In Fe⁺, computed as a spherical, spin-unpolarised PBEsol atom, moving successive electrons from 4s to 4p has an almost fixed price, while moving one out of 3d grows dearer with each electron taken. The first 3d→4s step, from 3d7 to 3d6 4s1, costs 2.152 eV and the second, to 3d5 4s2, costs 5.489 eV. Two successive 4s→4p steps from 3d5 4s2 cost 5.640 and 5.741 eV. The difference comes from orbital size: 3d lies well inside 4s and 4p, so emptying it unscreens the remaining 3d electrons far more than the outer ones, whereas 4s and 4p share the same outer region and respond almost alike. The table also puts 3d7 lowest, which is not the order in the real ion.

Fe⁺ in several fixed configurations, computed as a spherical all-electron Kohn-Sham atom with the ld1.x code of Quantum ESPRESSO 7.5. All runs use the PBEsol functional, scalar relativity and a point nucleus, without spin polarisation. Energies are differences between self-consistent total energies, and the highest eigenvalue is that of the highest occupied level.

```
       configuration  energy above the lowest configuration listed (eV)  highest eigenvalue (eV)  highest level
            [Ar] 3d7                                              0.000                  -11.469             3d
        [Ar] 3d6 4s1                                              2.152                      n/a            n/a
[Ar] 3d6 4s0.5 4p0.5                                              4.679                  -7.6931             4p
[Ar] 3d5.5 4s1 4p0.5                                              7.083                  -8.2725             4p
        [Ar] 3d6 4p1                                              7.229                  -8.0719             4p
        [Ar] 3d5 4s2                                              7.641                  -14.080             4s
[Ar] 3d5 4s1.5 4p0.5                                             10.448                  -8.8508             4p
    [Ar] 3d5 4s1 4p1                                             13.281                  -9.1903             4p
        [Ar] 3d5 4p2                                             19.022                  -9.8181             4p
    [Ar] 3d4 4s2 4p1                                             23.638                  -10.314             4p
```

Each configuration distributes seven electrons over 3d, 4s and 4p outside the closed argon core [Ar], and the figure after a subshell is its occupation. The energy column is the self-consistent total energy less that of 3d7. The highest eigenvalue is the Kohn-Sham orbital energy ε of the least bound occupied level, which the last column names. The occupations are imposed: every row other than 3d7 leaves holes in 3d below an occupied 4s or 4p level. The three rows with half-integer occupations are not states of the ion, but they are the most useful rows for seeing how the energy bends between states.

The link between totals and levels is Janak's theorem, ∂E/∂nᵢ = εᵢ, where nᵢ is the occupation of level i. With the electron number fixed there are two free variables, x = 7 − n(3d), the number of electrons taken out of 3d, and y = n(4p). Raising x at fixed y moves charge from 3d to 4s, so ∂E/∂x = ε(4s) − ε(3d); raising y at fixed x moves it from 4s to 4p, so ∂E/∂y = ε(4p) − ε(4s). A promotion energy is thus a level gap averaged along the transfer, and the trend depends on how the gap changes on the way. If Uᵢⱼ = ∂εᵢ/∂nⱼ is the effective repulsion between electrons in levels i and j, a transfer from i to j changes the gap at the rate Uᵢᵢ − 2Uᵢⱼ + Uⱼⱼ, which is the curvature of E along that path.

Three limits bracket the behaviour. If the levels were fixed, all U would vanish, E would be linear in x and y, and every 3d→4s step would cost the same; a linear fit to the nine excited rows misses 3d4 4s2 4p1 by 5.2 eV. If the two orbitals had the same radial density, Uᵢᵢ, Uᵢⱼ and Uⱼⱼ would be equal and the curvature would vanish however large each U is. If they were thin nested shells of radii r₁ < r₂, the repulsion in atomic units would be 1 over the larger radius, so U₁₁ = 1/r₁, U₁₂ = U₂₂ = 1/r₂, and the curvature would be 1/r₁ − 1/r₂. The calculated mean radii in the Fe⁺ rows with six 3d electrons are about 1.1 bohr for 3d, 2.7 bohr for 4s and 3.4 bohr for 4p. The pair 4s, 4p is near the second limit, and the pairs that include 3d lean towards the third. The thin-shell formula gives the ordering only; real orbitals are spread out and relax, and the true curvatures are three to four times smaller for the pairs that include 3d and about twenty times smaller for the pair 4s, 4p.

The step from 3d6 4s1 to 3d5 4s2 shows the mechanism level by level. All these levels fall, and the inner ones fall most: 1s by 6.80 eV, 3p by 6.33 eV, 3d by 5.58 eV and 4s by only 1.75 eV (2s and 2p fall by somewhat more than 1s, so the order is not strict within the core). This is the pattern that electrostatics gives when charge moves from an inner shell to an outer one, since a level inside both shells feels the whole change of potential and a level outside both feels little. The 4s−3d gap therefore opens by 5.58 − 1.75 ≈ 3.8 eV, from 3.657 to 7.480 eV, and the step of 5.489 eV lies near the middle of that range. The step is expensive because 3d sinks away from 4s while it is being emptied.

The same step shows how much the ion relaxes. The 1s orbital sits so close to the nucleus that an electron in level i raises it by very nearly ⟨1/r⟩ᵢ, the mean inverse radius. With the computed values for 3d6 4s1, 1.220 and 0.482 bohr⁻¹, a transfer between frozen orbitals would lower 1s by 0.738 hartree, or 20.1 eV, three times the 6.80 eV found. The remaining electrons move inward and restore about two thirds of the lost screening at the nucleus; the mean 3d radius shrinks from 1.112 to 1.030 bohr over this step. A more compact 3d shell has a larger U(3d,3d), so theory expects the curvature itself to grow with x. A tighter ion also relaxes less: the share of lost screening restored at the nucleus is 66 % on this step and 62 % on the step from 3d5 4s1 4p1 to 3d4 4s2 4p1. The table agrees: the increase between successive 3d→4s steps is 3.337 eV around 3d6 4s1 and 4.305 eV around 3d5 4s1 4p1, nearly 1 eV more for one more 3d hole (the second series also carries a 4p electron, whose separate influence on the curvature appears small from the fit described later).

The 4s→4p transfer behaves like the limit of equal orbitals. Between 3d5 4s1.5 4p0.5 and 3d5 4s1 4p1, half an electron apart, 4p falls from −8.851 to −9.190 eV and 4s from −14.491 to −14.882 eV. The two drops, 0.34 and 0.39 eV, nearly cancel, so the gap grows by 0.05 eV per half electron, in line with the increase of 0.101 eV between the two whole steps. That 4p deepens while it is being filled looks odd until the source of its electrons is counted: they come from 4s, which penetrates further and screens better, so the transfer lowers 1s, 3p, 3d, 4s and 4p together. Penetration also explains why 4s→4p is dearer with five 3d electrons (5.640 eV) than with six (5.077 eV). Between the two rows with half a 4p electron and six or five 3d electrons, 4s drops by 1.72 eV and 4p by 1.16 eV, and the difference of 0.56 eV is the rise in price.

The row 3d5.5 4s1 4p0.5 measures curvature directly, because it is the midpoint of two different paths. For a parabola of curvature K over a path of one electron, the midpoint lies K/8 below the mean of the end points. As the midpoint of the 3d→4p transfer from 3d6 4s1 (2.152 eV) to 3d5 4s1 4p1 (13.281 eV), the row at 7.083 eV lies 0.63 eV below the mean, so K ≈ 5.1 eV. The corresponding sag for 3d6 4s0.5 4p0.5 is 0.012 eV, so K ≈ 0.09 eV, with an uncertainty of about 0.01 eV from the rounding of the table. The curvatures run 5.1 eV for 3d–4p, 3.8 eV for 3d–4s and 0.1 eV for 4s–4p, in the order of the mismatch in size. The sag is why this row falls 0.146 eV below 3d6 4p1.

The second path through the same row explains the near tie of 3d6 4p1 and 3d5 4s2, and it can be worked without any fitted constant. Going from the first to the second, one electron moves 3d→4s and one moves 4p→4s, so ΔE ≈ [ε(4s) − ε(3d)] − [ε(4p) − ε(4s)] taken at the midpoint, which is Slater's transition-state rule. At 3d5.5 4s1 4p0.5 the levels are 3d at −19.355 eV, 4s at −13.627 eV and 4p at −8.2725 eV. The gaps are 5.728 and 5.355 eV, their difference is 0.373 eV, and the table gives 7.641 − 7.229 = 0.412 eV. The tie is thus a coincidence of position: ε(4s) lies almost halfway between 3d and 4p at this filling. Since the 4s−3d gap rises by about 4 eV per 3d hole and the 4p−4s gap by only 0.56 eV, the same double move one hole further on, from 3d5 4p2 to 3d4 4s2 4p1, is far from balance and costs 4.616 eV.

The shortfall of 0.039 eV has the size that theory gives. Expanding E about the midpoint of a path of length h, the even terms cancel and ΔE = hE′ + h³E‴/24, while the mean of the two end slopes overshoots ΔE by h³E‴/12. On the path from 3d6 4s1 to 3d5 4s2 the mean end gap is 5.568 eV, which is 0.079 eV above the step, so E‴ ≈ 12 × 0.079 = 0.95 eV. Carried over to the near tie, this adds 0.95/24 = 0.040 eV and gives 0.413 eV against 0.412 eV. The three midpoint paths that remove 3d charge imply E‴ between 0.89 and 1.12 eV, and on the pure 4s→4p paths the midpoint rule holds to 0.002 eV. Janak's theorem is a property of the method, and only an approximate one here because the scalar-relativistic density keeps large components alone, so this agreement shows that E is a smooth function with modest higher terms and says nothing about accuracy against nature.

A polynomial in x and y fitted to the nine excited energies, listed in the printed output below, tells the same story. With constant repulsions (all quadratic terms, five constants) the worst error is 0.20 eV, at 3d6 4s1; adding the single term x³ brings the root-mean-square error to 0.001 eV, the size of the rounding. Six constants on nine energies is not a severe test, and the constants trade against each other: the y² coefficient changes sign when x³ is added. A better check is that the slopes of the cubic fit reproduce the eigenvalue gaps, which were not fitted, within 0.04 eV. The fit and the end slope together put the 4s−3d gap at 3d7 at a small positive value: the cubic gives 0.8 eV, and a parabola through the first step with slope 3.657 eV at 3d6 4s1 gives 2 × 2.152 − 3.657 ≈ 0.6 eV. This is an estimate at the edge of the data, but it suggests that 3d7 is the one row filled in the order of its own levels. The totals of this program under GGAs lie 0.005 to 0.024 eV low, well under the smallest gap between rows, so the order of rows is safe, though differences of a few meV deserve no cause.

The jumps in the highest eigenvalue are changes of level, not of physics. It is 3d in 3d7, 4s in 3d5 4s2 and in 3d6 4s1 (where the same run puts 4s at −12.327 eV), and 4p in the other seven rows. Among those seven, ε(4p) = −6.253 − 1.134x − 0.656y eV holds within 0.03 eV. It follows x and y, not the total energy, which is why 3d5.5 4s1 4p0.5 has a deeper 4p level than 3d6 4p1 although its total energy is lower.

In the real ion the ground configuration is 3d6 4s1, with 3d7 roughly 0.2 eV higher (a rough recalled figure), so the computed order is wrong by more than 2 eV. The first cause to name is the imposed zero moment. Exchange lowers a high-spin state by about I·M²/4, with M the number of unpaired electrons and I an exchange constant. For 3d7, M = 3; for 3d6 4s1, M = 5 if the 4s spin counts fully and 4 if only 3d spins count. Bringing the two level needs I = 2.152/[(25 − 9)/4] = 0.54 eV in the first count and 2.152/[(16 − 9)/4] = 1.23 eV in the second, and the usual size of I for a 3d shell is of order 1 eV, again roughly recalled. Spin polarisation is therefore of the right size to remove much or most of the error, and it would pull 3d5 4s2, with five parallel 3d spins, down relative to 3d7 as well. This is argued, not computed.

The spherical density also averages over terms, and spin-orbit coupling is absent, so no row is a ⁶D, ⁴F or ⁶S state. Semilocal functionals are known to favour d-rich configurations, and that bias would add to the spin effect; one functional without spin cannot test how much. The exchange-correlation energy does rise by 6.9 eV from 3d7 to 3d6 4s1, but any functional would lose exchange when a compact shell gives up an electron, and the Hartree energy falls by 133.5 eV over the same step, so these parts do not isolate a bias.

For a neighbouring 3d atom or ion at the same level of theory the reasoning carries over. Higher ionic charge deepens 3d more than 4s, shifts the starting 4s−3d gap upward and favours d-rich configurations; lower charge does the reverse, and where the starting gap is negative but turns positive before 4s is full, the minimum of E lies partway along the transfer. Transfers between orbitals of like size should stay close to linear, so that one transition-state gap gives the promotion energy, while transfers out of the compact shell need the curvature and its growth. With spin allowed, an exchange term that peaks at the half-filled shell is laid over this smooth surface.

Output of the analysis:

```
x = 7 - n(3d), y = n(4p); energies in eV; rounding 0.0005 per entry; stated total-energy error 0.005-0.024
linear x,y: 4.493 4.937 | rms 2.371, worst -5.223 (3d4 4s2 4p1)
quadratic x,y,xx,xy,yy: 0.053 4.743 1.898 0.535 -0.074 | rms 0.115, worst -0.201 (3d6 4s1)
quadratic plus xxx: 0.807 4.464 1.184 0.562 0.051 0.162 | rms 0.001, worst +0.002 (3d5.5 4s1 4p0.5)
configuration | E | fit - table: linear, quadratic, cubic | eps 3d | 3d radius (bohr)
3d7                 0.000  +0.000  +0.000  +0.000  -11.469  1.214
3d6 4s1             2.152  +2.341  -0.201  -0.000  -15.984  1.112
3d6 4s0.5 4p0.5     4.679  +2.282  -0.107  -0.001  -16.697  1.106
3d5.5 4s1 4p0.5     7.083  +2.125  +0.021  +0.002  -19.355  1.064
3d6 4p1             7.229  +2.201  -0.074  +0.000  -17.391  1.101
3d5 4s2             7.641  +1.345  +0.057  -0.000  -21.560  1.030
3d5 4s1.5 4p0.5    10.448  +1.006  +0.138  -0.000  -22.258  1.026
3d5 4s1 4p1        13.281  +0.641  +0.157  -0.001  -22.938  1.022
3d5 4p2            19.022  -0.163  +0.007  +0.000  -24.252  1.016
3d4 4s2 4p1        23.638  -5.223  -0.122  +0.000  -29.386  0.959
cubic-fit slopes minus unfitted gaps: 4s-3d max 0.038 (7 rows), 4p-4s max 0.023 (5 rows)
3d->4s from 3d7: steps 2.152, 5.489, increase 3.337
3d->4s from 3d6 4p1: steps 6.052, 10.357, increase 4.305
4s->4p from 3d5 4s2: steps 5.640, 5.741, increase 0.101
midpoint rule: path | dE | eigenvalue estimate | dE - estimate | midpoint below chord | third derivative implied
3d6 4s1 -> 3d6 4p1: 5.077 5.078 -0.001 0.0115 -
3d5 4s2 -> 3d5 4s1 4p1: 5.640 5.640 -0.000 0.0130 -
3d5 4s2 -> 3d5 4p2: 11.381 11.383 -0.002 0.0505 -
3d6 4s1 -> 3d5 4s1 4p1: 11.129 11.083 +0.046 0.6335 1.12
3d6 4p1 -> 3d5 4s2: 0.412 0.373 +0.039 0.3520 0.93
3d6 4p1 -> 3d4 4s2 4p1: 16.409 16.113 +0.296 2.1525 0.89
trapezoid 3d6 4s1 -> 3d5 4s2: 4s-3d gaps 3.657, 7.480 (rise 3.822), mean 5.568, dE - mean -0.079, third derivative 0.95
gaps at 3d5.5 4s1 4p0.5: 4s-3d 5.728, 4p-4s 5.355, 4p-3d 11.083
level shifts 3d->4s, 3d6 4s1 to 3d5 4s2: 1s -6.80, 3p -6.33, 3d -5.58, 4s -1.75; unrelaxed 1s estimate -20.1
level shifts 4s->4p, 3d5 4s2 to 3d5 4s1 4p1: 1s -1.46, 3p -1.45, 3d -1.38, 4s -0.80; unrelaxed 1s estimate -2.6
3d shift 3d7 to 3d6 4s1: -4.51; Hartree change -133.5, xc change +6.9, net 2.152
4p eigenvalue (7 rows; 3d and 4s rows are other levels) = -6.253 -1.134 x -0.656 y, rms 0.016, worst +0.029 (3d6 4p1)
high-spin M^2/4 for 3d7, 3d6 4s1, 3d5 4s2: all electrons 2.25, 6.25, 6.25; 3d only 2.25, 4.00, 6.25
exchange constant that would bring 3d6 4s1 level with 3d7: 0.54 (all) to 1.23 (3d only)
smallest gap between rows 0.146
```
